**Two gaps in the spectrum of cubic BiTe**

Two energies in this computed spectrum have no values, 2.3 and 5.5 eV. Can they be worked out from the rest of the table, and is that any better than averaging the two neighbouring rows? The imaginary part of the dielectric function, ε₂, measures absorption. The real part, ε₁, is 1 in empty space; it lies above 1 where the response of the electrons is in step with the field, and below 1 where the response opposes it. The crystal is cubic, so the xx component serves for every direction.

Dielectric function of rocksalt BiTe (a = 6.510 Å) from Ansatz 0.2.0, PBE, plane-wave PAW, scalar-relativistic, without spin polarisation. Independent particles, no local fields, undamped Drude term in the real part; optics k mesh 18×18×18, Gaussian broadening 0.1 eV. The ground state used a 420 eV cutoff, a 12×12×12 k mesh and Fermi-Dirac smearing of 0.15 eV.

| photon energy (eV) | dielectric imaginary xx | dielectric real xx |
| --- | --- | --- |
| 0.1 | 221 | -8440 |
| 0.3 | 71.9 | -1030 |
| 0.5 | 9.62 | -366 |
| 0.7 | 3.01 | -180 |
| 0.9 | 1.28 | -102 |
| 1.1 | 3.54 | -57.7 |
| 1.3 | 18.1 | -40.2 |
| 1.5 | 13.6 | -36.4 |
| 1.7 | 11.3 | -28.5 |
| 1.9 | 10.2 | -23.4 |
| 2.1 | 9.13 | -20.1 |
| 2.3 | ? | ? |
| 2.5 | 6.49 | -15.5 |
| 2.7 | 5.18 | -13.7 |
| 2.9 | 4.08 | -11.9 |
| 3.1 | 3.20 | -10.2 |
| 3.3 | 2.52 | -8.75 |
| 3.5 | 2.02 | -7.42 |
| 3.7 | 1.66 | -6.24 |
| 3.9 | 1.39 | -5.20 |
| 4.1 | 1.15 | -4.30 |
| 4.3 | 0.95 | -3.38 |
| 4.5 | 0.88 | -2.53 |
| 4.7 | 0.87 | -1.74 |
| 4.9 | 0.92 | -0.98 |
| 5.1 | 1.05 | -0.22 |
| 5.3 | 1.36 | 0.55 |
| 5.5 | ? | ? |
| 5.7 | 2.49 | 1.23 |
| 5.9 | 2.20 | 2.13 |
| 6.1 | 3.51 | 3.85 |
| 6.3 | 6.60 | 4.25 |
| 6.5 | 9.74 | 0.10 |
| 6.7 | 7.35 | -2.53 |
| 6.9 | 5.56 | -2.78 |
| 7.1 | 5.32 | -2.49 |
| 7.3 | 4.65 | -3.35 |
| 7.5 | 3.71 | -3.28 |
| 7.7 | 3.12 | -3.07 |
| 7.9 | 2.68 | -2.86 |

**How the two columns are tied together**

Picture each absorption as an oscillator with its own resonance energy. Driven below its resonance, it follows the field and raises ε₁; driven above its resonance, it lags by half a cycle and lowers ε₁. Free carriers have their resonance at zero energy, so they always lower ε₁, by an amount that falls as 1/E². That is why this metal starts with a hugely negative real part.

The strong absorption peak near 6.5 eV shows the pattern. On its lower side, at 6.3 eV, ε₁ stands at 4.25; on its upper side, at 6.7 eV, it has dropped to −2.53. A weaker peak of similar width should leave a smaller mark of much the same shape.

The Kramers–Kronig relation adds up all these pushes. On this grid it can be written as a sum over every second row, from 0.5 to 7.7 eV:

ε₁(E) ≈ a − b/E² + cE² + (0.8 eV/π) Σ E′ε₂(E′)/(E′² − E²)

Here E is the energy of interest and E′ runs over the rows in the sum. Both gaps lie midway between such rows, so no term has a zero denominator and neither missing row is needed. The b term holds the free carriers and the lowest absorption, which is probably the part most sensitive to the k mesh. The a term holds the 1 of empty space and, together with the c term, the absorption beyond the end of the table.

The constants a, b and c were fitted to ten alternate rows between 1.9 and 6.3 eV, with both gaps left out. They partly make up for one another, so they should not be read as material properties. The relation also runs backwards and gives ε₂ from ε₁, once the free-carrier part is removed; a slowly varying remainder was fitted there to the same ten rows.

**The gap at 5.5 eV, worked through**

The known rows hold a clue. From 4.9 to 5.3 eV the real part climbs by 1.53 (from −0.98 to 0.55), but over the next 0.4 eV it gains only 0.68 (from 0.55 to 1.23). Absorption has a small bump at 5.7 eV, where ε₂ is 2.49, before it dips to 2.20 at 5.9 eV. The bump should lift ε₁ on its lower side and hold it back once the energy reaches the bump itself.

Absorption is stronger just above the gap than just below it, partly because of the bump and partly because absorption is rising in general. The two nearest rows in the sum therefore give a net lift:

- 5.3 eV, below the gap: 5.3 × 1.36/(5.3² − 5.5²) = −3.34
- 5.7 eV, above the gap: 5.7 × 2.49/(5.7² − 5.5²) = +6.34
- together, times 0.8/π: +0.76

All nineteen rows together give +2.52, because the strong absorption above 6 eV outweighs the absorption at lower energy. The fitted terms, a − b/E² + cE², come to −1.22 at this energy. The forecast is therefore 2.52 − 1.22 = 1.30, clearly above the neighbours' average of 0.89.

**Forecasts**

- 2.3 eV: imaginary part 7.8 ± 0.4, real part −17.6 ± 0.4. The spectrum is smooth here, so averaging the neighbours should do as well.
- 5.5 eV: imaginary part 1.9 ± 0.4, real part 1.3 ± 0.3. The real part should lie above the neighbours' average, because the small bump lifts it on the bump's lower side but hardly at the top, where the upper neighbour sits.

The ranges are judgements, meant to allow for the coarse energy grid.

The withheld rows as computed:

| photon energy (eV) | dielectric imaginary xx | dielectric real xx |
| --- | --- | --- |
| 2.3 | 7.85 | -17.6 |
| 5.5 | 1.87 | 1.23 |

**What came out**

At 5.5 eV the computed real part is 1.23. The forecast is too high by 0.07, while the neighbours' average is too low by 0.34, more than a quarter of the value, and falls outside the stated range. The real part is the same at 5.5 and 5.7 eV: it climbs almost at its earlier pace, then stalls as the energy reaches the bump. An average spreads that climb evenly over both steps and so misses the bend.

The imaginary part at 5.5 eV is 1.87, against a forecast of 1.88. Here the neighbours' average, 1.93, is nearly as good, because absorption rises almost evenly towards the bump. At this energy, then, averaging the neighbours works for one column and fails for the other.

At 2.3 eV the expectation about the neighbours was only half right. For the imaginary part, computed as 7.85, the sum and the average are equally close. For the real part, computed as −17.6, the sum agrees within the rounding of the table, while the average is too negative by 0.2, about 1 % of the value. The free-carrier curve flattens as the energy grows, and a straight line between two of its points runs below it. Alone, this would make the average too negative by about 0.4; the absorption part of ε₁ bends the other way and cancels roughly half.

All four misses are less than a quarter of their stated ranges, so the ranges were too cautious for these two energies. They would not have been too cautious everywhere. At 6.3 eV, on the steep flank of the strong peak, the backward sum misses an ε₂ of 6.60 by 0.29, although that row was part of the fit. The likely reason is that rows 0.4 eV apart barely resolve so sharp a peak. The average of the two neighbouring rows comes much closer there, because ε₂ happens to rise almost evenly across that row. The printed output after this page gives the fits and the misses.

This success does not confirm the Kramers–Kronig relation, which is built into such a calculation. It shows that, at these two energies, the remaining rows carry enough information to restore a lost one. For a gap in a spectrum of this kind, averaging the neighbours is reasonable where both columns run smoothly. Where the column with the gap seems to bend, the other column can help to show how.

Which bands make the small bump at 5.7 eV remains open. In this calculation it can only come from transitions between bands, because the free-carrier term has no damping and absorbs nothing at these energies. The calculation leaves out spin–orbit coupling, which is strong in both bismuth and tellurium and could shift or split the bump. The run also carries a warning that this metal is sensitive to the k mesh, so a denser mesh might change the bump too. The crystal here has the rocksalt structure, whereas BiTe is better known as a layered solid. Would the real part still stall at this energy if spin–orbit coupling were included?

Numerical output:

```
fit of restreal on 10 rows (win): coefficient of one 1.255 +/- 0.052, coefficient of invq -88.67 +/- 0.26, coefficient of sqq 0.01493 +/- 0.0017; rms 0.0314, worst 5.1 0.0568, leave-one-out rms 0.0419
  rows outside the fit (model, value, miss): 0.1 0, 0, 0; 0.3 0, 0, 0; 0.5 0, 0, 0; 0.7 0, 0, 0; 0.9 0, 0, 0; 1.1 0, 0, 0; 1.3 0, 0, 0; 1.5 0, 0, 0; 1.7 0, 0, 0; 2.1 0, 0, 0; 2.3 -15.43, -15.45, 0.0236; 2.5 0, 0, 0; 2.9 0, 0, 0; 3.3 0, 0, 0; 3.7 0, 0, 0; 4.1 0, 0, 0; 4.5 0, 0, 0; 4.9 0, 0, 0; 5.3 0, 0, 0; 5.5 -1.225, -1.293, 0.068; 5.7 0, 0, 0; 6.1 0, 0, 0; 6.5 0, 0, 0; 6.7 0, 0, 0; 6.9 0, 0, 0; 7.1 0, 0, 0; 7.3 0, 0, 0; 7.5 0, 0, 0; 7.7 0, 0, 0; 7.9 0, 0, 0
fit of restimag on 10 rows (win): coefficient of inve -0.2534 +/- 0.22, coefficient of line 0.04812 +/- 0.015; rms 0.111, worst 6.3 0.29, leave-one-out rms 0.158
  rows outside the fit (model, value, miss): 0.1 0, 0, 0; 0.3 0, 0, 0; 0.5 0, 0, 0; 0.7 0, 0, 0; 0.9 0, 0, 0; 1.1 0, 0, 0; 1.3 0, 0, 0; 1.5 0, 0, 0; 1.7 0, 0, 0; 2.1 0, 0, 0; 2.3 0.0004914, 0.04683, -0.0463; 2.5 0, 0, 0; 2.9 0, 0, 0; 3.3 0, 0, 0; 3.7 0, 0, 0; 4.1 0, 0, 0; 4.5 0, 0, 0; 4.9 0, 0, 0; 5.3 0, 0, 0; 5.5 0.2186, 0.2045, 0.0141; 5.7 0, 0, 0; 6.1 0, 0, 0; 6.5 0, 0, 0; 6.7 0, 0, 0; 6.9 0, 0, 0; 7.1 0, 0, 0; 7.3 0, 0, 0; 7.5 0, 0, 0; 7.7 0, 0, 0; 7.9 0, 0, 0
Free-carrier plasma energy from the rows at 0.5 and 0.7 eV, in eV: 9.744
Forecast of the real part at 2.3 eV: -17.58
Forecast of the imaginary part at 2.3 eV: 7.804
Forecast of the real part at 5.5 eV: 1.298
Forecast of the imaginary part at 5.5 eV: 1.884
Midpoint of neighbours, real part at 2.3 eV: -17.8
Midpoint of neighbours, imaginary part at 2.3 eV: 7.81
Midpoint of neighbours, real part at 5.5 eV: 0.89
Midpoint of neighbours, imaginary part at 5.5 eV: 1.925
Midpoint less computed, real part at 2.3 eV: -0.2
Midpoint less computed, imaginary part at 2.3 eV: -0.04
Midpoint less computed, real part at 5.5 eV: -0.34
Midpoint less computed, imaginary part at 5.5 eV: 0.055
Share of the two nearest absorption rows in the real part at 5.5 eV: 0.7637
```
